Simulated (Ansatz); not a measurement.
## Redistribution: CHBrCl2 + C2H3F3 → CHCl2F + C2H3BrF2

Species: CHBrCl2 (bromodichloromethane) `ClC(Cl)Br`, singlet; C2H3F3 (1,1,2-trifluoroethane) `FCC(F)F`, singlet; CHCl2F (dichlorofluoromethane) `FC(Cl)Cl`, singlet; C2H3BrF2 `FCC(F)Br`, singlet. The partners trade Br for F; both sit on C, so the bond types are kept.

Shapes, held fixed at every level: PBE0-D4/def2-TZVP. Flexible molecules stand in one conformer, not always the lowest. Programs: Ansatz 0.2.0. Electronic energies: no zero-point or thermal term.

```csv
level,kind,ΔE (kJ/mol),less CCSD(T)/def2-TZVPP,CPU time (sum over the molecules)
HF/def2-TZVPP,Hartree–Fock,+9.2,+0.7,–
r2SCAN-D4/def2-TZVPP,meta-GGA,+1.8,-6.7,36 s
B3LYP-D4/def2-TZVPP,global hybrid,+5.6,-2.9,37 s
wB97M-V/def2-TZVPP,range-separated hybrid,+5.5,-3.0,81 s
wB97X-V/def2-TZVPP,range-separated hybrid,+5.5,-3.0,57 s
B2PLYP/def2-TZVPP,double hybrid,+7.4,-1.1,42 s
CCSD/def2-TZVPP,coupled cluster or CI,+9.0,+0.5,–
CCSD(T)/def2-TZVPP,coupled cluster or CI,+8.5,0.0,7.8 min
```

The highest level, CCSD(T)/def2-TZVPP, gives ΔE = +8.5 kJ/mol; the levels span +1.8 to +9.2. The column of differences is taken from that level and isn't an error. No measured value is set beside it here. Relativity is left out for Br unless named. Correlated rows may include outer-core shells of Br, which these sets cover unevenly. Times are processor times on shared x86 and Arm servers, and rough.

Every level places the exchange uphill, so fluorine is electronically better off in the CHF2 group of trifluoroethane than beside two chlorines. Because C–Br and C–F bonds are both conserved, their large difference in strength mostly cancels, and what remains is the effect of the neighbouring substituents. The likely source is geminal stabilisation: two fluorines on one carbon reinforce each other through lone-pair donation into the adjacent σ*(C–F) orbitals and through attraction between the strongly positive carbon and the negative fluorines. The exchange breaks up this pair, and the new contacts between fluorine and the less electronegative chlorines compensate only in part.

Hartree–Fock lies only +0.7 kJ/mol from CCSD(T), which points to largely cancelling correlation contributions rather than weak correlation in the molecules themselves. r2SCAN-D4 keeps the sign but recovers little of the preference, perhaps because its semilocal exchange balances the geminal interactions unevenly. The direction is therefore well supported, but a single exchange cannot separate the geminal contribution from the influence of the fluorine on the neighbouring carbon.
